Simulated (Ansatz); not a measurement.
## A series in volume scale on SiO2

Free energy against uniform scaling of the volume at fixed shape and fractions; periodic cell, basis, potentials, k mesh and filling as listed. The results are calculated, by Ansatz 0.2.0.

The cell before it is scaled or strained (space group P4_2/mnm, No. 136):
```
CELL_PARAMETERS angstrom
4.17730 0.00000 0.00000
0.00000 4.17730 0.00000
0.00000 0.00000 2.66520
ATOMIC_POSITIONS crystal
Si 0.00000 0.00000 0.00000
Si 0.50000 0.50000 0.50000
O 0.30590 0.30590 0.00000
O 0.19410 0.80590 0.50000
O 0.69410 0.69410 0.00000
O 0.80590 0.19410 0.50000
```

Settings of every row: functional PBE; dispersion none; potentials PAW; wave cutoff 450 eV; density cutoff 1800 eV; k mesh 6x6x8; k shift 0x0x0; occupations fermi dirac; smearing width 0.1 eV; spin none.

```csv
row,volume scale,V (Å³/atom),pressure (GPa),energy above lowest point (meV/atom)
1,0.9,6.976,56.24,162.7
2,0.925,7.17,42.78,103
3,0.95,7.364,30.92,58.6
4,0.975,7.557,?,?
5,1,7.751,11.24,8.6
6,1.025,7.945,3.11,0
7,1.05,8.139,-4.07,0.7
8,1.075,8.333,-10.39,9.5
9,1.1,8.526,-15.96,25.5
```

Question: what pressure and energy above lowest point should row 4 give?

Worked fit of pressure. Take u = (V_r/V)^(2/3) − 1 with V_r = 7.848 Å³ an atom, which is twice the finite (Eulerian) strain; such expansions in the strain, on which the Birch-Murnaghan equation of state is built, carry the rest volume and the bulk modulus. The shown rows have u = 0.08169, 0.06209, 0.04335, 0.00833, -0.00816, -0.02398, -0.03919, -0.05374. Least squares give pressure = 7.056 + 494.05 × u + 1265.2 × u² + 707 × u³ GPa; a parabola predicts inner rows, each left out in turn, worse (root mean square 0.055 against 0.018 GPa). The rows lie off it by 0.00, 0.00, 0.01, -0.02, 0.00, 0.00, 0.02, -0.01. The pressure vanishes at u = -0.0148, or V = 8.026 Å³ an atom, and there the bulk modulus at fixed shape and fractions is B = −V dP/dV = (2/3)(1 + u) dP/du = 300 GPa. Letting shape and atoms relax would as a rule lower it, by much in layered, chain or molecular crystals. The withheld row has u = 0.02551, so the fit gives 7.056 + 494.05 × (0.02551) + 1265.2 × (0.02551)² + 707 × (0.02551)³ = 20.49 GPa.

The calculation gave 20.46 GPa. The fit lies 0.03 GPa (0.042 % of the column's range) above it; its largest miss of a shown row is 0.02 GPa.

Worked fit of energy above lowest point. Take u = (V_r/V)^(2/3) − 1 with V_r = 7.848 Å³ an atom, which is twice the finite (Eulerian) strain; such expansions in the strain, on which the Birch-Murnaghan equation of state is built, carry the rest volume and the bulk modulus. The shown rows have u = 0.08169, 0.06209, 0.04335, 0.00833, -0.00816, -0.02398, -0.03919, -0.05374. Least squares give energy above lowest point = 3.07 + 522.7 × u + 17515 × u² meV/atom; a straight line predicts inner rows, each left out in turn, worse (root mean square 27 against 0.066 meV/atom). The rows lie off it by 0.0, 0.0, 0.0, 0.0, 0.0, 0.1, 0.0, -0.1. Its lowest point lies at u = -0.0149, or V = 8.027 Å³ an atom, and the curvature there gives the bulk modulus at fixed shape and fractions, B = (4/9)(1 + u)² E″(u)/V = 302 GPa. Letting shape and atoms relax would as a rule lower it, by much in layered, chain or molecular crystals. The withheld row has u = 0.02551, so the fit gives 3.07 + 522.7 × (0.02551) + 17515 × (0.02551)² = 27.8 meV/atom.

The calculation gave 27.6 meV/atom. The fit lies 0.2 meV/atom (0.12 % of the column's range) above it; its largest miss of a shown row is 0.1 meV/atom.
